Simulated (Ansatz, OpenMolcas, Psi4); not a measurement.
# CH2GeN (SMILES N#[C][GeH2]): the electronic atomisation energy, rung by rung

The species is CH2GeN (5 atoms), meant as a doublet with charge 0. As SMILES, `N#[C][GeH2]`. Geometry: relaxed at PBE0-D4/def2-TZVP.

```xyz
5

N     1.5907   -1.0293    1.2932
C     0.8384   -0.5359    0.5704
Ge   -0.3159    0.2414   -0.7401
H    -1.6589   -0.4980   -0.6959
H    -0.4043    1.7484   -0.4689
```

Quantity: the electronic atomisation energy, in eV. The values are calculated. Electronic energies at fixed atoms, without zero-point motion or spin-orbit coupling.

| level | kind | program | value (eV) | CPU time (all runs) |
| --- | --- | --- | --- | --- |
| USVWN5/def2-SVPD | LDA | OpenMolcas | 20.89 | 62 s |
| UPBE/def2-SVPD | GGA | Ansatz | 18.54 | 12 s |
| UM06-2X/def2-SVPD | hybrid meta-GGA | OpenMolcas | 17.85 | 97 s |
| UPBE0/def2-SVPD | global hybrid | OpenMolcas | 17.87 | 81 s |
| UTPSSh/def2-SVPD | hybrid meta-GGA | Psi4 | 17.95 | 2.7 min |
| UHSE06/def2-SVPD | range-separated hybrid | Psi4 | 17.82 | 2.2 min |
| RPA@PBE/def2-SVPD | RPA | Ansatz | 16.21 | 23 s |
| UCCSD/def2-SVPD | coupled cluster or CI | Ansatz | 16.46 | 67 s |

All-electron rows without a relativistic Hamiltonian named are non-relativistic. Correlated wave functions underbind in double-zeta sets. The values span 16.21 to 20.89 eV. In the correlated wave-function rows the outer d shell of Ge is correlated, in sets not made for it. Times are those of the runs behind each value, whatever else they computed, on shared processors of several kinds: orders of magnitude only.

Total binding falls sharply from the local density approximation (20.89 eV) to PBE (18.54 eV), and the four hybrids then gather between 17.82 and 17.95 eV. Atomisation is a severe test because it turns the electron pairs of the C≡N, Ge–C and Ge–H bonds into open-shell atoms, so errors in exchange and correlation cancel poorly between the molecule and its fragments. The local functional's strong overbinding is the familiar result, and density gradients remove much of it.

RPA and UCCSD lie lower still, at 16.21 and 16.46 eV, probably because both recover too little of the correlation energy gained on bonding, particularly in the compact C≡N triple bond. Their proximity is therefore no mutual confirmation, and neither value shows that the hybrids overbind. The hybrids' close agreement likewise indicates consistency among related approximations, not a converged atomisation energy. As a sum over all bonds, the quantity doesn't establish the strength of the Ge–C link or the radical's stability relative to its isocyanide isomer.
